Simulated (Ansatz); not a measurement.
**Ligand exchange: GaH2(CH3) + BH2(SH) → GaH(CH3)(SH) + BH3**

Gas-phase species: GaH2(CH3), singlet; BH2(SH), singlet; GaH(CH3)(SH), singlet; BH3 (borane) `B`, singlet. The partners trade H for SH: Ga–H and B–SH bonds give way to Ga–SH and B–H.

Shapes, held fixed at every level: PBE0-D4/def2-TZVP. Flexible molecules stand in one conformer, not always the lowest. Programs: Ansatz 0.2.0. Electronic energies: no zero-point or thermal term.

Problem. Estimate ΔE of this reaction.

Solution. The highest level, CCSD(T)/def2-TZVPP, gives ΔE = -4.1 kJ/mol; the levels span -7.4 to +18.9. They disagree on the sign: 3 of 7 are positive. The column of differences is taken from that level and isn't an error. No measured value is set beside it here. Relativity is left out for Ga. Outer-core shells of Ga are correlated, in sets that cover them unevenly.

```json
{"level": "SPW92/def2-TZVPP", "kind": "LDA", "ΔE (kJ/mol)": "+18.9", "less CCSD(T)/def2-TZVPP": "+23.0"}
{"level": "PBE0-D4/def2-TZVPP", "kind": "global hybrid", "ΔE (kJ/mol)": "+2.2", "less CCSD(T)/def2-TZVPP": "+6.3"}
{"level": "r2SCAN0-D4/def2-TZVPP", "kind": "global hybrid", "ΔE (kJ/mol)": "-1.2", "less CCSD(T)/def2-TZVPP": "+2.9"}
{"level": "B2PLYP/def2-TZVPP", "kind": "double hybrid", "ΔE (kJ/mol)": "-2.6", "less CCSD(T)/def2-TZVPP": "+1.5"}
{"level": "MP2/def2-TZVPP", "kind": "perturbation theory", "ΔE (kJ/mol)": "-7.4", "less CCSD(T)/def2-TZVPP": "-3.3"}
{"level": "CCSD/def2-SVP", "kind": "coupled cluster or CI", "ΔE (kJ/mol)": "+5.4", "less CCSD(T)/def2-TZVPP": "+9.5"}
{"level": "CCSD(T)/def2-TZVPP", "kind": "coupled cluster or CI", "ΔE (kJ/mol)": "-4.1", "less CCSD(T)/def2-TZVPP": "0.0"}
```

The exchange is close to thermoneutral: SH has no marked preference for gallium over boron when hydride moves the other way. This probably reflects a balance of opposing bond terms. In BH2(SH), a sulfur lone pair donates into the empty boron 2p orbital, and this π stabilisation is lost when BH3 forms. Gallium's more diffuse 4p orbital accepts π density less well, but the exchange replaces a relatively weak Ga–H bond with a polar Ga–S bond and gains a strong B–H bond.

The LDA value of +18.9 kJ/mol stands apart, possibly because that functional overbinds the partly multiple B–S bond. The gap between the two coupled-cluster rows can't be assigned to triples alone, since the basis changes as well. The results support a small energy difference, but not a secure direction of exchange. Nor do they predict the behaviour of the bulk compounds, where BH3 dimerises and the other species can associate through hydride or thiolate bridges.
